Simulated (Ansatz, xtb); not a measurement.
H4O2S2Ti: which of two structures lies lower

Structure I: a singlet given by its coordinates. Structure II: a singlet given by its coordinates. Both are isolated molecules in the gas phase, relaxed with PBE0-D4/def2-SVP.

I (Å):

```xyz
9

O     0.6527    2.0588   -1.6824
O     2.6269    1.0947    0.2713
S     0.2271   -0.9863   -0.3788
S    -0.3384    2.2444    1.4000
Ti    0.9349    1.1872   -0.1919
H     0.2623    1.9857   -2.5576
H     3.4719    1.4042   -0.0685
H    -1.0645   -0.5795   -0.4157
H     0.2500    1.5151    2.3782
```

Close contacts (Å): O1–Ti5 1.75, O2–Ti5 1.76, S3–Ti5 2.29, S4–Ti5 2.30, O1–H6 0.96, O2–H7 0.96, S3–H8 1.35, S4–H9 1.35, Ti5–H6 2.59, Ti5–H7 2.55, Ti5–H8 2.68, Ti5–H9 2.68.

II (Å):

```yaml
atoms:
  - { symbol: O, position_ang: [-0.3499, 1.0633, -1.2195] }
  - { symbol: O, position_ang: [1.8672, -0.3934, 0.0349] }
  - { symbol: S, position_ang: [-1.1397, -1.8676, 0.0759] }
  - { symbol: S, position_ang: [-0.1314, 1.0041, 2.1491] }
  - { symbol: Ti, position_ang: [0.1662, 0.0193, 0.1052] }
  - { symbol: H, position_ang: [0.0956, 1.5776, -1.8996] }
  - { symbol: H, position_ang: [2.4274, -1.1676, 0.1462] }
  - { symbol: H, position_ang: [-1.4530, -1.6440, -1.2225] }
  - { symbol: H, position_ang: [-1.3939, 1.3622, 1.8131] }
```

Close contacts (Å): O1–Ti5 1.76, O2–Ti5 1.75, S3–Ti5 2.29, S4–Ti5 2.29, O1–H6 0.96, O2–H7 0.96, S3–H8 1.35, S4–H9 1.35, Ti5–H6 2.54, Ti5–H7 2.55, Ti5–H8 2.67, Ti5–H9 2.67.

Energies in hartree; the thermal terms are from GFN2-xTB frequencies at re-optimised GFN2-xTB minima (ideal gas, soft modes damped towards free rotors, one conformer each, 298.15 K, 1 atm) and include the zero-point energy:

|  | I | II |
| --- | --- | --- |
| E, CCSD(T)/def2-SVP | −1796.237478 | −1796.236483 |
| E, MP2/def2-SVP | −1796.167751 | −1796.166726 |
| E, MP2/def2-TZVPP | −1797.083067 | −1797.082551 |
| zero-point energy | 0.040051 | 0.039873 |
| H(298 K) − E | 0.051161 | 0.051138 |
| G(298 K) − E | 0.005457 | 0.004175 |

Problem. Correct the CCSD(T) difference for the basis set by the MP2 change, then work out ΔE, ΔE₀, ΔH and ΔG for I → II in kJ/mol (1 Eh = 2625.50 kJ/mol) and the equilibrium ratio [II]/[I].

Solution. 1. Differences II − I: CCSD(T) +0.000995, MP2 in the small set +0.001025, MP2 in the large set +0.000516 Eh.
2. ΔE = +0.000995 + (+0.000516 − (+0.001025)) = +0.000486 Eh = +1.28 kJ/mol.
3. ΔE₀ = ΔE + ΔZPE = +0.000486 + (−0.000178) Eh = +0.81 kJ/mol.
4. ΔH = ΔE + (−0.000023) Eh = +1.22 kJ/mol.
5. ΔG = ΔE + (−0.001282) Eh = −2.09 kJ/mol, so ΔS = (ΔH − ΔG)/T = +11.1 J/(mol K).
6. kT = 0.9442 mEh, so K = [II]/[I] = exp(−ΔG/kT) = exp(+0.84) ≈ 2.3.

The two are too close for this level to say which is favoured. An error of 4 kJ/mol in ΔG would change K by a factor of 5. Large T1 diagnostics make the coupled-cluster value less sure. Mirror images and further conformers aren't counted.

Other levels gave ΔE = +1.2 (PBE0-D4/def2-SVP); +2.3 (HF/def2-SVP); +2.7 (MP2/def2-SVP); +2.6 (CCSD(T)/def2-SVP) kJ/mol. The correlated steps freeze 17 core orbitals. Programs: Ansatz 0.2.0, xtb 6.7.1.

Both structures are rotamers of the same four-coordinate Ti(OH)₂(SH)₂, differing in how the O–H and S–H bonds are turned rather than in connectivity. Their Ti–O and Ti–S distances are almost identical, so the small electronic preference for I probably reflects subtle changes in π donation and in dipole and hydrogen contacts between ligands. Formally d⁰ Ti(IV) has empty d orbitals that can accept lone-pair density in several ligand orientations, which suggests a shallow torsional landscape. The wide Ti–O–H and much narrower Ti–S–H angles fit strong, polar Ti–O bonding with π donation, and sulfur bonding mainly through its 3p orbitals.

The enthalpy still leans towards I; the change of sign in ΔG is entropic and probably comes from softer ligand torsions in II. The data therefore support two nearly degenerate rotamers, not a distinct bonding advantage for either. Whether they can be observed separately depends on the rotational barriers, which the energies of the minima don't give.
